Results and discussion

An open 4d shell has two energy scales. Electron repulsion, measured by the Slater integrals F2 and F4, separates the terms of total spin S and orbital momentum L by gaps Δ that are a fraction of F2. Spin-orbit coupling, of one-electron strength ζ, conserves only J and connects terms of equal J whose L and S each differ by at most one unit. Perturbation theory gives two scalings for a foreign term mixed into the lowest level:

admixture ≈ (cζ/Δ)²
energy shift ≈ (cζ)²/Δ = admixture × Δ

Here c is an angular factor fixed by the electron count and J, and Δ is strictly the distance between the two levels, the term gap plus their first-order spin-orbit shifts. As ζ/Δ goes to zero the level is a pure LS term. One electron or one hole gives a single term, which is pure for any ζ. Between these limits the label can remain correct while quantities derived from it go wrong, energies more than moments, because a small admixture is multiplied by a large Δ.

Free cadmium ions, radial Dirac CI 1: single-configuration Dirac-Coulomb-Breit CI with model QED, on exchange-only KLI orbitals optimised for each configuration. Valence Slater integrals are scaled by 0.9 in the CI; the printed F2, F4 and mean square radius are unscaled and averaged over j for the open shell. The moment is g√(J(J+1)) of the lowest level.

```
species   Z  charge (e)  electrons  configuration  open shell  lowest level  term weight (%)  free ion moment (μB)  mean square radius (bohr²)  slater f2 (cm⁻¹)  slater f4 (cm⁻¹)
    Cd+  48           1         47   [Kr] 4d10 5s          5s         2S1/2              100                 1.734                       8.189               n/a               n/a
   Cd3+  48           3         45       [Kr] 4d9          4d         2D5/2              100                 3.549                       1.682               n/a               n/a
   Cd4+  48           4         44       [Kr] 4d8          4d           3F4               99                 5.579                       1.550             87360             57710
   Cd5+  48           5         43       [Kr] 4d7          4d         4F9/2               96                 6.586                       1.442             90712             60185
   Cd6+  48           6         42       [Kr] 4d6          4d           5D4               96                 6.665                       1.351             93826             62488
   Cd7+  48           7         41       [Kr] 4d5          4d         6S5/2               97                 5.886                       1.273             96744             64649
   Cd8+  48           8         40       [Kr] 4d4          4d           5D0               90                   n/a                       1.204             99501             66689
   Cd9+  48           9         39       [Kr] 4d3          4d         4F3/2               95                0.8143                       1.144            102120             68625
  Cd10+  48          10         38       [Kr] 4d2          4d           3F2               95                 1.675                       1.089            104620             70472
  Cd11+  48          11         37        [Kr] 4d          4d         2D3/2              100                 1.547                       1.040               n/a               n/a
```

These are single-configuration Dirac CI results for free cadmium ions. The lowest level is labelled by 2S+1, L and J, the term weight w is the share of the named term in it, and the free ion moment is g√(J(J+1)) with g the Landé factor. Cd+ describes a 5s electron, so its large mean square radius is a change of orbital and stays outside the 4d trend. The comparisons are printed after this text. Nothing was fitted to any row.

The labels give no sign of trouble. Hund's rules reproduce all nine 4d rows, with J = L + S above half filling and J = |L − S| below it. This alone sets the gross pattern of the moment, 6.665 μB in Cd6+ against 0.8143 μB in Cd9+, where the spin-only formula gives 3.88 μB. The radial columns are smooth as well. The 4d mean square radius falls at every step, by 38 % from Cd3+ to Cd11+, since fewer electrons screen the same nucleus, and F2 times the rms radius is constant within 0.43 %. The term weight is the irregular column: 100 % in the one-term rows, 99 % in Cd4+, 97 % in Cd7+, 90 % in Cd8+, and 95 or 96 % elsewhere.

Contraction does raise ζ faster than F2. The same runs give a rise of 39 % in ζ from Cd4+ to Cd9+ against 17 % in F2, so (ζ/F2)² grows by a factor 1.41. The admixture goes from 1 to 5 %, at least threefold after rounding, and it peaks in between. The numbers thus exclude the radial ratio as the main cause, and theory points to c and Δ. The pair d8 and d2 has the same terms in inverted order of J. In Cd4+ the level 3F4 can mix only with 1G4, which lies 12B + 2C above 3F, with c² = 1 (B = F2/49 − 5F4/441 and C = 35F4/441 are Racah parameters). In Cd10+ the level 3F2 meets 1D2, only 5B + 2C away, with c² = 12/5. A nearer partner and a stronger coupling agree with 5 % against 1 %. For the 10 % of Cd8+ the selection rule leaves one source: the other J = 0 levels of d4 are two 3P0 and two 1S0, and only 3P0 couples directly to 5D0.

The failure is recognised from g. For a pure term, with g_s = 2.00232,

g(LS) = 1 + (g_s − 1)[J(J+1) + S(S+1) − L(L+1)] / [2J(J+1)]

The moment operator L + g_s S has no elements between different terms, so the g of a mixed level is the weighted mean of the g of its terms. With one partner term p chosen by the selection rule,

g = w g(LS) + (1 − w) g(p)

For Cd9+, 4F3/2 has S = 3/2, L = 3 and J = 3/2. The fraction is (3.75 + 3.75 − 12)/7.5 = −0.6, and g(LS) = 1 − 0.6 × 1.00232 = 0.3986. The table gives 0.8143/√3.75 = 0.4205. The partner 2D3/2 has g = 0.7995, and 0.95 × 0.3986 + 0.05 × 0.7995 is 0.4187. The remainder, 0.0018, is the largest of the six mixed rows with a moment, and it lies within the ±0.0020 allowed by the rounding of w.

The sign of the deviation follows from this. In Cd4+ to Cd7+ the ground level has the largest spin aligned with J, the partner has a lower g, and the pure-term moment is too high by 0.25 to 0.78 % of the computed one. In Cd9+ and Cd10+ the spin opposes J, g is small, the partner raises it, and the pure-term moment is too low by 5.2 and 2.6 %. The weight alone does not rank the error. Cd7+ is purer than Cd5+, yet its g is shifted more (−0.0125 against −0.0103), because 4P5/2 differs more from 6S5/2 in g. Since w and g come from one wavefunction, the agreement is a consistency check and says nothing about accuracy against nature.

The limit of one electron or hole exposes a second, smaller effect. Cd3+ and Cd11+ cannot mix, yet the g obtained from the rounded moments is about 0.0007 below the formula in both, more than twice the rounding. The unrounded g of Cd11+, 0.798669, lies 0.0009 below. A relativistic correction to the moment, which grows with the kinetic energy of the electron, is the plausible cause: the slower 5s electron of Cd+ shows a much smaller offset (g = 2.00217). It was not computed separately. If the offset adds in every 4d row, it removes the slight excess of Cd5+ (−0.0014 against ±0.0011) and pushes Cd9+ and Cd10+ just outside their ranges. In d2 a third term with J = 2 exists, 3P2, reached through 1D2 and with g near 1.5, and in d3 the terms 2P3/2 and 4P3/2, reached through 2D3/2, have g near 1.3 and 1.7. A two-term mean should therefore fall short in both rows.

The test is blind exactly where the label is worst. Cd8+ has J = 0, so g is undefined and the level has no permanent moment, although the shell is open and 90 % quintet. Its magnetic response is of the second-order Van Vleck type, which g√(J(J+1)) cannot express. In Cd4+, Cd6+, Cd7+, Cd9+ and Cd11+ the next level lies at least 15.7 kT up at 300 K, so thermal population does not spoil the lowest-level moment.

Energies are the sharper test. In first order a Hund term has intervals ζJ/(2S), with J the larger value of the pair. Cd11+ obeys this within 0.3 %, nearly by definition for one electron. The computed interval exceeds the rule by 4.5 % in Cd4+, 17.5 % in Cd6+ and 33.6 % in Cd9+, relative to the rule, while the moment of Cd6+ errs by only 0.7 %. Cd4+ is the clean case: 3F3 is the only J = 3 level of d8 and cannot shift by mixing, whereas 3F4 is pushed down. Its F2 and F4 place 1G about 2 × 10⁴ cm⁻¹ above 3F, the first-order shift of 3F4 adds 1.5ζ to this distance, and 1 % of the sum is somewhat over 200 cm⁻¹, the size of the computed excess of 219 cm⁻¹. In the other rows both levels shift, and Breit terms are not separated from the mixing.

The calculation has its own weak point in Δ. One configuration lacks the correlation that narrows term gaps, and the factor 0.9 stands in for it. The printed F2 and F4 are unscaled: for the 6S–4G gap of Cd7+, 10B + 5C overshoots the computed 32702 cm⁻¹ by 16 % with the printed values and by 4.8 % with the scaled ones. The CI uses the scaled values itself, so this shows which set belongs in an estimate and is no test against experiment. The remaining 4.8 % compares a term gap with a level gap: spin-orbit mixing lowers 4G5/2 more than it lowers 6S5/2. Because admixture goes as 1/Δ², the scaling alone multiplies it by roughly 1/0.9² = 1.23, and by less where the unscaled spin-orbit shift is a large part of Δ, as in d2. At low charge unscaled splittings are 10 to 25 % too wide, so in Cd4+ the gap may remain too large and the admixture too small, and ζ rests on exchange-only orbitals throughout.

For a neighbouring ion, find the terms that share the ground J and differ by at most one unit in L and S, and expect g to move towards theirs, by more in 5d shells and less in 3d shells, where ζ/F2 is smaller. A pure-term moment held within 1 % here at and above half filling; below half filling with two or more electrons, and for fine-structure intervals of any shell with several terms, use the mixed level.

Printed output of the fit:

```
Hund's rules give the label in 9 of 9 4d rows; g_s = 2.00232
ion level weight% | moment (muB): table, pure LS, LS error %, spin-only | g table (+-rounding), g LS, table-LS
Cd+ 2S1/2 100 | 1.734 1.7341 +0.00 1.73 | 2.0023 (+-0.0006) 2.0023 -0.0001
Cd3+ 2D5/2 100 | 3.549 3.5510 +0.06 1.73 | 1.1998 (+-0.0002) 1.2005 -0.0007
Cd4+ 3F4 99 | 5.579 5.5928 +0.25 2.83 | 1.2475 (+-0.0001) 1.2506 -0.0031
Cd5+ 4F9/2 96 | 6.586 6.6371 +0.78 3.88 | 1.3238 (+-0.0001) 1.3341 -0.0103
Cd6+ 5D4 96 | 6.665 6.7134 +0.73 4.90 | 1.4903 (+-0.0001) 1.5012 -0.0108
Cd7+ 6S5/2 97 | 5.886 5.9229 +0.63 5.92 | 1.9898 (+-0.0002) 2.0023 -0.0125
Cd8+ 5D0 90 | J = 0, g undefined, permanent moment zero; spin-only 4.90
Cd9+ 4F3/2 95 | 0.8143 0.7719 -5.21 3.88 | 0.4205 (+-0.0000) 0.3986 +0.0219
Cd10+ 3F2 95 | 1.675 1.6311 -2.62 2.83 | 0.6838 (+-0.0002) 0.6659 +0.0179
Cd11+ 2D3/2 100 | 1.547 1.5483 +0.08 1.73 | 0.7989 (+-0.0003) 0.7995 -0.0007
two-term average: ion partner, g partner, g estimate, table-estimate, spread from weight rounding 0.5 %
Cd4+ 1G4 1.0000 1.2481 -0.0006 +-0.0013
Cd5+ 2G9/2 1.1114 1.3252 -0.0014 +-0.0011
Cd6+ 3F4 1.2506 1.4911 -0.0008 +-0.0013
Cd7+ 4P5/2 1.6014 1.9903 -0.0005 +-0.0020
Cd9+ 2D3/2 0.7995 0.4187 +0.0018 +-0.0020
Cd10+ 1D2 1.0000 0.6826 +0.0012 +-0.0017
largest residual of the estimate: Cd9+
admixture % in hole/electron pairs: Cd4+ 1 / Cd10+ 5; Cd5+ 4 / Cd9+ 5; Cd6+ 4 / Cd8+ 10
interval rule zeta*J/(2S): ion, zeta, rule, computed, excess cm-1, excess % of rule
Cd4+ 2419 4838 5057 +219 +4.5
Cd6+ 2782 2782 3268 +486 +17.5
Cd9+ 3356 2797 3737 +940 +33.6
Cd11+ 3757 9393 9421 +29 +0.3
Cd7+ 6S-4G, 10B+5C: printed F 38068 (+16.4 %), 0.9 F 34261 (+4.8 %), computed 32702 cm-1
zeta/F2: Cd4+ 0.0277, Cd6+ 0.0297, Cd7+ 0.0307, Cd9+ 0.0329
Cd4+ to Cd9+: zeta +38.7 %, F2 +16.9 %, (zeta/F2)^2 x 1.41
factor on second-order admixture from scaling gaps by 0.9: 1.23
4d <r^2> Cd3+ to Cd11+: 1.682 to 1.040 bohr^2, -38.2 %; 5s of Cd+ / 4d of Cd3+ = 4.87
F2 Cd4+ to Cd10+: +19.8 %; F4/F2 0.6606 to 0.6736
F2 * rms radius (hartree bohr): 0.4956 to 0.4977, spread 0.43 %
kT at 300 K = 209 cm-1; smallest listed gap (Cd6+) = 15.7 kT
```
